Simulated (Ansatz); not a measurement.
## LaSb: the change of energy less free atoms and pressure with volume per atom

All results are calculated (Ansatz 0.2.0). Periodic Kohn-Sham DFT of a crystal at fixed atoms; pressure and stress are positive in compression; the energy is the free energy less that of spherical unpolarised free atoms; site moments are those in the method's own spheres, positive along +z.

Cell of the first row (space group Fm-3m, No. 225):
```
LaSb
1.0
      0.0000     3.1788     3.1788
      3.1788     0.0000     3.1788
      3.1788     3.1788     0.0000
La Sb
1 1
Direct
  0.00000 0.00000 0.00000
  0.50000 0.50000 0.50000
```

Settings of every row: method all-electron LAPW; functional PBEsol; relativity scalar; k mesh 10x10x10; filling fermi-dirac; smearing width 0.05 eV; basis error target 1 meV/atom; nucleus gaussian.

Atom start moment: 0 on all atoms.

Limits: no spin-orbit coupling on heavy atoms.

```
row  volume per atom (Å³)  energy less free atoms (eV/atom)  pressure (GPa)
  1                 32.12                           -6.1757            2.82
  2                32.803                                 ?               ?
  3                33.487                           -6.1881           0.194
  4                33.828                           -6.1879          -0.383
  5                 34.17                           -6.1865           -0.93
  6                34.512                            -6.184          -1.451
  7                34.853                           -6.1803          -1.945
  8                35.537                           -6.1701          -2.859
  9                 36.22                           -6.1561          -3.681
```

Question: what energy less free atoms and pressure should row 2 give?

Worked fit of energy less free atoms. Take u = (V_r/V)^(2/3) − 1 with V_r = 34.341 Å³ an atom, which is twice the finite (Eulerian) strain; such expansions in the strain, on which the Birch-Murnaghan equation of state is built, carry the rest volume and the bulk modulus. The shown rows have u = 0.04558, 0.01693, 0.01008, 0.00333, -0.00331, -0.00982, -0.02256, -0.03489. Least squares give energy less free atoms = −6.18537 − 0.3831 × u + 13.059 × u² eV/atom; a straight line predicts inner rows, each left out in turn, worse (root mean square 0.0067 against 3.5e-05 eV/atom). All shown rows lie on it to the printed digit. Its lowest point lies at u = 0.0147, or V = 33.6 Å³ an atom, and the curvature there gives the bulk modulus at fixed shape and fractions, B = (4/9)(1 + u)² E″(u)/V = 57 GPa. The withheld row has u = 0.03102, so the fit gives −6.18537 − 0.3831 × (0.03102) + 13.059 × (0.03102)² = -6.1847 eV/atom.

The calculation gave -6.1847 eV/atom. The fit meets it to the printed digit.

Worked fit of pressure. Take u = (V_r/V)^(2/3) − 1 with V_r = 34.341 Å³ an atom, which is twice the finite (Eulerian) strain; such expansions in the strain, on which the Birch-Murnaghan equation of state is built, carry the rest volume and the bulk modulus. The shown rows have u = 0.04558, 0.01693, 0.01008, 0.00333, -0.00331, -0.00982, -0.02256, -0.03489. Least squares give pressure = −1.1941 + 78.446 × u + 207.88 × u² + 71 × u³ GPa; a parabola predicts inner rows, each left out in turn, worse (root mean square 0.0013 against 0.00072 GPa). The rows lie off it by 0.000, 0.000, -0.001, 0.001, 0.000, -0.001, 0.000, 0.000. The pressure vanishes at u = 0.0147, or V = 33.6 Å³ an atom, and there the bulk modulus at fixed shape and fractions is B = −V dP/dV = (2/3)(1 + u) dP/du = 57.2 GPa. The withheld row has u = 0.03102, so the fit gives −1.1941 + 78.446 × (0.03102) + 207.88 × (0.03102)² + 71 × (0.03102)³ = 1.441 GPa.

The calculation gave 1.44 GPa. The fit lies 0.001 GPa (0.015 % of the column's range) above it, one unit of the last digit.
